# Margin comments on the transverse magnetoresistance of a spherical band

**1. The premises.** (a) One band, $\varepsilon=\hbar^2k^2/2m$, $\mathbf v=\hbar\mathbf k/m$, carriers of charge $-e$ with $e>0$. (b) Semiclassical motion, $\hbar\dot{\mathbf k}=-e(\mathbf E+\mathbf v\times\mathbf B)$. (c) Elastic scattering with a rate $W(\varepsilon,\theta)$ that depends on the energy and the scattering angle only and that $\mathbf B$ does not alter. (d) A uniform, isothermal steady state, first order in $\mathbf E$, any order in $\mathbf B=B\hat{\mathbf z}$, with a density $n$ independent of $B$. (e) A long bar in the plane normal to $\mathbf B$, with no transverse current. Formulas are in SI, $\omega_c=eB/m$, $x=\varepsilon/k_BT$. The product $\mu B$ is a pure number: $\mu$ in cm$^2$/V s times $B$ in gauss times $10^{-8}$.

**2. Why one relaxation time per energy is enough.** Write $f=f_0+g$. The Lorentz term acting on $f_0(\varepsilon)$ vanishes, since $\nabla_{\mathbf k}f_0=\hbar\mathbf v f_0'$ and $(\mathbf v\times\mathbf B)\cdot\mathbf v=0$. To first order in $\mathbf E$,
$$-e\,\mathbf E\cdot\mathbf v\,f_0'-\frac{e}{\hbar}(\mathbf v\times\mathbf B)\cdot\nabla_{\mathbf k}g=\sum_{\mathbf k'}W\,[g(\mathbf k')-g(\mathbf k)] .$$
The Pauli factors cancel on the right because $W$ is elastic and symmetric. The source is linear in $\mathbf v$. The magnetic term generates rotations about $\hat{\mathbf z}$ and maps a function linear in $\hat{\mathbf v}$ onto another such function. So $g=\mathbf v\cdot\mathbf C(\varepsilon)$ closes the problem. Averaging $\mathbf v'$ over the azimuth about $\mathbf v$ leaves $\mathbf v\cos\theta$, and the collision term is $-g/\tau(\varepsilon)$ with
$$\frac1{\tau(\varepsilon)}=\sum_{\mathbf k'}W\,(1-\cos\theta).$$
Under premises (a) and (c) the relaxation time is a result, and it is the same with and without the field.

**3. The solution on one energy shell.** The gradient is $\hbar^{-1}\nabla_{\mathbf k}g=\mathbf C/m+\mathbf v\,(\mathbf v\cdot\mathbf C')$, and the second piece drops out against $\mathbf v\times\mathbf B$. With $(\mathbf v\times\mathbf B)\cdot\mathbf C=\mathbf v\cdot(\mathbf B\times\mathbf C)$ the equation must hold for every direction of $\mathbf v$, hence
$$\mathbf C=e\tau f_0'\,\mathbf E+\omega_c\tau\,\hat{\mathbf z}\times\mathbf C .$$
Represent a vector in the plane by the complex number $C=C_x+iC_y$. The operation $\hat{\mathbf z}\times$ becomes multiplication by $i$, and $C=e\tau f_0'E/(1-i\omega_c\tau)$. The component along $\mathbf B$ does not feel the field, so this model has no longitudinal magnetoresistance.

**4. Which average is meant.** The current is $\mathbf j=-e\int D(\varepsilon)\,(v^2/3)\,\mathbf C\,d\varepsilon$, where $D\propto\varepsilon^{1/2}$ is the density of states with spin, the $1/3$ comes from the angular average of $v_iv_j$, and $v^2=2\varepsilon/m$. The number of states below $\varepsilon$ is $\tfrac23\varepsilon D$, so a partial integration gives $n=\int Df_0\,d\varepsilon=\tfrac23\int\varepsilon D\,(-f_0')\,d\varepsilon$. Dividing the two,
$$j=\tilde\sigma E,\qquad \tilde\sigma=\frac{ne^2}{m}\Big\langle\frac{\tau}{1-i\omega_c\tau}\Big\rangle,\qquad \langle A\rangle=\frac{\int A\,\varepsilon^{3/2}(-f_0')\,d\varepsilon}{\int\varepsilon^{3/2}(-f_0')\,d\varepsilon}.$$
For a nondegenerate gas $-f_0'\propto e^{-x}$ and the weight is $x^{3/2}e^{-x}/\Gamma(5/2)$. It is not the thermal weight $x^{1/2}e^{-x}$. The real part of $\tilde\sigma$ is $\sigma_{xx}$ and the imaginary part is $\sigma_{yx}=-\sigma_{xy}>0$. At $B=0$, $\sigma_0=ne\mu$ with the drift mobility $\mu=e\langle\tau\rangle/m$.

**5. The inversion, and why a single $\tau$ gives nothing.** In the bar $j$ is real, and $E=j/\tilde\sigma$ gives $\rho_{xx}+i\rho_{yx}=1/\tilde\sigma$. It helps to weight each shell by the current that it carries at zero field, $\langle A\rangle_p=\langle\tau A\rangle/\langle\tau\rangle$. With $\tan\vartheta=\omega_c\tau$,
$$\frac{\tilde\sigma}{\sigma_0}=\Big\langle\frac1{1-i\omega_c\tau}\Big\rangle_p=a+ib,\qquad a=\langle\cos^2\vartheta\rangle_p,\qquad b=\langle\sin\vartheta\cos\vartheta\rangle_p,\qquad \frac{\rho}{\rho_0}=\frac{a}{a^2+b^2},$$
where $\rho=\rho_{xx}$ and $\rho_0=1/\sigma_0$. For a single $\tau$ the inverse is $1-i\omega_c\tau$, whose real part is 1 at any field. The Hall field then cancels the Lorentz force on the drift of every shell at once. With a spread of $\tau$ there is one Hall field for many Hall angles: shells of long $\tau$ are deflected to one side and shells of short $\tau$ to the other, and their transverse currents cancel only in the sum.

**6. The sign at every field.** Each point $(\cos^2\vartheta,\sin\vartheta\cos\vartheta)$ lies on the circle of radius $\tfrac12$ about $(\tfrac12,0)$. An average with positive weight lies in the disc, $(a-\tfrac12)^2+b^2\le\tfrac14$, which is $a^2+b^2\le a$. Therefore $\rho\ge\rho_0$ for all $B$, with equality at finite $B$ only if all shells share one $\tau$. A negative magnetoresistance cannot come from these premises.

**7. Weak field.** Put $\bar\tau=\langle\tau\rangle_p=\langle\tau^2\rangle/\langle\tau\rangle$ and note $\langle\tau^2\rangle_p=\langle\tau^3\rangle/\langle\tau\rangle$. To second order, $\tilde\sigma/\sigma_0=1+\delta$ with $\delta=i\omega_c\bar\tau-\omega_c^2\langle\tau^2\rangle_p$, and $1/(1+\delta)=1-\delta+\delta^2$ gives
$$\frac{\rho_{xx}+i\rho_{yx}}{\rho_0}=1-i\omega_c\bar\tau+\omega_c^2\big(\langle\tau^2\rangle_p-\bar\tau^2\big).$$
The imaginary part is the weak-field Hall coefficient, $R_H=\rho_{yx}/B=-r/ne$ with the Hall factor $r=\langle\tau^2\rangle/\langle\tau\rangle^2$. The Hall mobility is $\mu_H=|R_H|\sigma_0=r\mu=e\bar\tau/m$, so $\omega_c\bar\tau=\mu_HB$. The real part is
$$\frac{\Delta\rho}{\rho_0}=\xi\,(\mu_HB)^2,\qquad \xi=\frac{\langle\tau^3\rangle\langle\tau\rangle}{\langle\tau^2\rangle^2}-1=\frac{\langle(\tau-\bar\tau)^2\rangle_p}{\bar\tau^2}.$$
So $\xi$ is the relative variance of $\tau$ in the current-weighted distribution. Two conventions matter. Referred to the drift mobility the coefficient is $\xi r^2$. And the $-1$ is the work of the Hall field: in a Corbino disc that field is shorted, the resistance follows $1/\sigma_{xx}$, and the coefficient of $(\mu_HB)^2$ is $1+\xi$.

**8. Strong classical field.** No expansion is needed for the limit. In
$$\omega_c^2\Big\langle\frac{\tau}{1+\omega_c^2\tau^2}\Big\rangle=\Big\langle\frac1\tau\,\sin^2\vartheta\Big\rangle,\qquad \omega_c\Big\langle\frac{\omega_c\tau^2}{1+\omega_c^2\tau^2}\Big\rangle=\langle\sin^2\vartheta\rangle$$
the factor $\sin^2\vartheta$ rises monotonically to 1 on every shell, so the limits are $\langle1/\tau\rangle$, if finite, and 1. Then $\sigma_{xx}\to(ne^2/m)\langle1/\tau\rangle/\omega_c^2$ and $\sigma_{yx}\to ne/B$. Since $\sigma_{xx}^2$ falls as $B^{-4}$ and $\sigma_{yx}^2$ as $B^{-2}$, $\rho\to\sigma_{xx}/\sigma_{yx}^2$:
$$\rho_\infty=\frac{m}{ne^2}\Big\langle\frac1\tau\Big\rangle,\qquad\frac{\rho_\infty}{\rho_0}=\langle\tau\rangle\Big\langle\frac1\tau\Big\rangle\ge1,\qquad R_H\to-\frac1{ne}.$$
The inequality is that of Cauchy and Schwarz for $\tau^{1/2}$ and $\tau^{-1/2}$. In this limit every shell drifts with the same velocity $\mathbf E\times\mathbf B/B^2$, the distribution is $f_0$ shifted rigidly, and the friction on it is the mean rate. Rates of independent mechanisms add, so Matthiessen's rule holds for $\rho_\infty$, while it does not for $\rho_0$.

**9. Power laws.** For $\tau=\tau_0x^s$ and a nondegenerate gas, $\langle\tau^l\rangle=\tau_0^l\,\Gamma(ls+\tfrac52)/\Gamma(\tfrac52)$, and
$$1+\xi=\frac{\Gamma(3s+\frac52)\Gamma(s+\frac52)}{\Gamma(2s+\frac52)^2},\qquad r=\frac{\Gamma(2s+\frac52)\Gamma(\frac52)}{\Gamma(s+\frac52)^2},\qquad\frac{\rho_\infty}{\rho_0}=\frac{\Gamma(\frac52+s)\Gamma(\frac52-s)}{\Gamma(\frac52)^2}.$$
Use $\Gamma(\frac32)^2=\pi/4$, $\Gamma(\frac52)^2=9\pi/16$, $\Gamma(\frac72)^2=225\pi/64$ and $\Gamma(\frac{11}2)=945\sqrt\pi/32$. For $s=-\frac12$, $1+\xi=\Gamma(1)\Gamma(2)/\Gamma(\frac32)^2=4/\pi$ and $\rho_\infty/\rho_0=\Gamma(2)\Gamma(3)/\Gamma(\frac52)^2=32/9\pi$. For $s=\frac32$, $1+\xi=\Gamma(7)\Gamma(4)/\Gamma(\frac{11}2)^2=32768/6615\pi$ and $\rho_\infty/\rho_0=\Gamma(4)\Gamma(1)/\Gamma(\frac52)^2=32/3\pi$.

| $s$ | mechanism | $r$ | $\xi$ | $\xi r^2$ | $\rho_\infty/\rho_0$ |
|---|---|---|---|---|---|
| $-1/2$ | acoustic deformation potential | 1.178 | $4/\pi-1=0.273$ | 0.379 | 1.132 |
| $+1/2$ | piezoelectric | 1.104 | $256/75\pi-1=0.0865$ | 0.106 | 1.132 |
| $+3/2$ | ionized impurities, logarithm held fixed | 1.933 | 0.577 | 2.15 | 3.395 |

The exponents are derived in comment 12. The saturation ratio is even in $s$ and $\xi$ is not, because the weights behind $\xi$ are centred on $\Gamma(2s+\frac52)$: for negative $s$ they move to low energy, where $\ln x$ is widely spread. For small $s$, $\xi=s^2\psi'(\frac52)=0.490\,s^2$, with $\psi'$ the trigamma function. In a degenerate gas $-f_0'$ has the variance $\pi^2(k_BT)^2/3$ about $E_F$, and $\delta\tau/\tau=s\,\delta\varepsilon/E_F$ gives $\xi=(\pi^2/3)s^2(k_BT/E_F)^2$ in leading order.

**10. How far the two limits reach.** Let $\beta=\omega_c\tau_0$. The $B^2$ term needs $\langle\tau^3\rangle$, finite for $s>-\frac56$, and the saturation needs $|s|<\frac52$. The next terms are less tame. For $s=-\frac12$,
$$\frac{\sigma_{xx}}{\sigma_0}=\int_0^\infty\frac{x^2e^{-x}}{x+\beta^2}\,dx=1-\beta^2+\beta^4e^{\beta^2}E_1(\beta^2),$$
from $x^2/(x+\beta^2)=x-\beta^2+\beta^4/(x+\beta^2)$. The exponential integral $E_1(\beta^2)$ behaves as $-\ln\beta^2$, so the term after $B^2$ goes as $B^4\ln B$, which reflects the divergence of $\langle\tau^5\rangle$. For $s=\frac32$ in a strong field a correction in $B^{-2}$ would need $\langle\tau^{-3}\rangle$, which diverges for $s\ge\frac56$. Instead
$$\frac{\langle\tau^{-1}\sin^2\vartheta\rangle}{\langle\tau^{-1}\rangle}=1-\int_0^\infty\frac{e^{-x}\,dx}{1+\beta^2x^3}=1-\frac{2\pi}{3\sqrt3}\,\beta^{-2/3}+O(\beta^{-4/3}),$$
by the substitution $x=\beta^{-2/3}y$ and $\int_0^\infty dy/(1+y^3)=2\pi/3\sqrt3=1.209$. The same substitution makes $1-\langle\sin^2\vartheta\rangle$ of order $\beta^{-5/3}$. Hence $\rho/\rho_0=(32/3\pi)(1-1.209\,\beta^{-2/3})$ in leading order. The condition $\mu_HB\gg1$ is not enough: the weight of $\langle1/\tau\rangle$ is $e^{-x}$, largest for the slowest electrons, which are the last to complete an orbit. The weight of $\langle\tau^3\rangle$ is $x^6e^{-x}$, peaked at $x=6$. The two limits probe opposite ends of the distribution.

**11. Range of validity.**

- No Landau quantization: $\hbar\omega_c\ll k_BT$. The strong classical range exists only if $\hbar/\tau\ll k_BT$.
- Collisions unaffected by $B$: the cyclotron radius $r_c=v/\omega_c$ must exceed the range of the scatterer, for screened ions the Debye length $\lambda_D$.
- Elastic scattering: acoustic phonon energies small against $k_BT$, optical phonons inactive.
- One spherical parabolic valley and one carrier type. Several valleys, a second band or a conducting substrate add a magnetoresistance of their own.
- Weak electron–electron scattering. It conserves the total momentum and leaves a rigidly shifted distribution alone, so it does not change $\rho_\infty$. It shares momentum among the shells and so raises $\rho_0$ towards $\rho_\infty$, and when it dominates the magnetoresistance vanishes.
- A homogeneous bar, long against its width, thick against the mean free path, and an electric field too weak to heat the electrons.

**12. High-purity n-GaAs at 20 K.** Compiled values: $m=0.067\,m_e$ and the gap $E_g=1.519$ eV (Vurgaftman 2001, 0 K), $\epsilon_s=12.87\,\epsilon_0$ (Rakita 2019, 300 K, used without temperature correction), LO frequency 293 cm$^{-1}$ (Han 2011). Assumed for the layer: $n=2\times10^{13}$, acceptors $N_A=2\times10^{13}$ and neutral donors $N_0=1\times10^{13}$ cm$^{-3}$, so that neutrality gives $N_I=n+2N_A=6\times10^{13}$ cm$^{-3}$ charged centres. Typical material inputs: spherically averaged piezoelectric coupling $K^2=2.7\times10^{-3}$, deformation potential $E_1=7$ eV, longitudinal elastic constant $c_l=1.4\times10^{11}$ N/m$^2$, sound velocity $u=5\times10^5$ cm/s.

*Scales.* $k_BT=1.72$ meV. The effective density of states $N_c=2(mk_BT/2\pi\hbar^2)^{3/2}=7.49\times10^{15}$ cm$^{-3}$ gives $n/N_c=0.0027$, a nondegenerate gas. The measure of nonparabolicity $k_BT/E_g$ is 0.0011. The LO phonon has $36.3$ meV $=21.1\,k_BT$ and the occupation $7\times10^{-10}$. At $x=1$, $k_T=5.51\times10^5$ cm$^{-1}$ and $v_T=9.51\times10^6$ cm/s, and the largest acoustic phonon energy $2\hbar k_Tu$ is $0.21\,k_BT$. Screening by the free electrons alone gives $\lambda_D=(\epsilon_sk_BT/ne^2)^{1/2}=248$ nm.

*Rates.* The golden rule reads $1/\tau=(mk/\pi\hbar^3)\,\overline{\Omega|V_q|^2(1-\cos\theta)}$, with the volume $\Omega$, $q=2k\sin(\theta/2)$, the bar for the average over solid angle, and the density of states of one spin, $mk/2\pi^2\hbar^2$. For screened ions $\Omega|V_q|^2=N_Ie^4/\epsilon_s^2(q^2+\lambda_D^{-2})^2$, and the average is $N_Ie^4L/8\epsilon_s^2k^4$ with the Brooks–Herring logarithm $L=\ln(1+b_0x)-b_0x/(1+b_0x)$, $b_0=4k_T^2\lambda_D^2=743$. For phonons in equipartition the mean square strain per mode is $k_BT/c_l\Omega$, and absorption plus emission give $\Omega|V_q|^2=E_1^2k_BT/c_l$ and $e^2K^2k_BT/\epsilon_sq^2$, the latter unscreened because $b_0\gg1$. With $(1-\cos\theta)/q^2=1/2k^2$,
$$\frac1\tau=\nu_IL(x)\,x^{-3/2}+\nu_Px^{-1/2}+\nu_Dx^{1/2},$$
$$\nu_I=\frac{N_Ie^4m}{8\pi\epsilon_s^2\hbar^3k_T^3},\qquad\nu_P=\frac{me^2K^2k_BT}{2\pi\epsilon_s\hbar^3k_T},\qquad\nu_D=\frac{mk_TE_1^2k_BT}{\pi\hbar^3c_l},$$
which are 3.78, 2.53 and 0.226 in units of $10^{10}$ s$^{-1}$. At $x=1$, $L=5.6$ and the ions dominate. At $x=5$ the total rate is $4.1\times10^{10}$ s$^{-1}$ and the phonons supply 40 % of it, so $s=\frac32$ fails just where $\xi$ is decided.

*Averages.* Numerical integration gives $\langle\tau\rangle=11.9$ ps, $\bar\tau=16.9$ ps, $\langle\tau^2\rangle_p=354$ ps$^2$ and $\langle1/\tau\rangle=16.6\times10^{10}$ s$^{-1}$. The model's values are $\mu=3.1\times10^5$ and $\mu_H=4.4\times10^5$ cm$^2$/V s, $r=1.42$, $\xi=0.24$ and $\rho_\infty/\rho_0=2.0$, well below the 0.577 and 3.395 of the pure power law. The length $v_T\langle\tau\rangle$ is 1.1 µm, so the layer should be many micrometres thick. The last column below is $a/(a^2+b^2)$ of comment 5, integrated without expansion.

| $B$ (G) | $\mu_HB$ | $\hbar\omega_c/k_BT$ | $r_c/\lambda_D$ at $x=1$ | model $\rho/\rho_0$ |
|---|---|---|---|---|
| 50 | 0.22 | 0.0050 | 29 | 1.011 |
| 1000 | 4.4 | 0.10 | 1.5 | 1.4 |
| 3000 | 13 | 0.30 | 0.49 | 1.6 |

At 50 G the quadratic law gives 1.2 % against 1.1 % from the full integral, and the same order for a Corbino disc gives 6.1 %. The saturation lies out of reach: $r_c=\lambda_D$ at 1.5 kG and $\hbar\omega_c=k_BT$ at 10 kG. The last row already violates premise (c). If $r_c$ replaces $\lambda_D$ as the cutoff, $L$ at $x=1$ falls by $2\ln(\lambda_D/r_c)=1.4$.

*Neglected terms.* The effective Bohr radius is $a^*=10.2$ nm and $k_Ta^*=0.56$, so the Born approximation is not secure. The unscreened Coulomb cross-section is the same classically and in the Born approximation, and the doubt sits in the logarithm. A classical estimate, $2\ln(\lambda_D/b_{90})$ with $b_{90}=e^2/8\pi\epsilon_s\varepsilon=32$ nm at $x=1$, gives 4.1 in place of 5.6 and rises twice as fast with $\ln x$, which narrows the spread of $\tau$. The Debye sphere holds only 1.3 electrons, so the outer cutoff is uncertain as well. Neutral donors in Erginsoy's approximate form, $1/\tau=20\hbar a^*N_0/m=3.5\times10^9$ s$^{-1}$, would add 9 % to the rate at $x=5$; the form is meant for energies well below the donor binding energy and serves here as an order of magnitude. Electron–electron collisions are Coulomb collisions with partners at one third of the ion density, so their rate is of the order of a third of the ion rate. The classical logarithm, the neutral donors and the electron–electron collisions all act to lower $\xi$ and $\rho_\infty/\rho_0$, and the second figure of either number belongs to the model, not to the material. Mobilities of layers of this purity at 20 K are typically about $2$ to $3\times10^5$ cm$^2$/V s, so the model's $\mu_H$ runs high by a factor of roughly 1.5 to 2, and its weak-field magnetoresistance at a given $B$ runs high by about the square of that factor.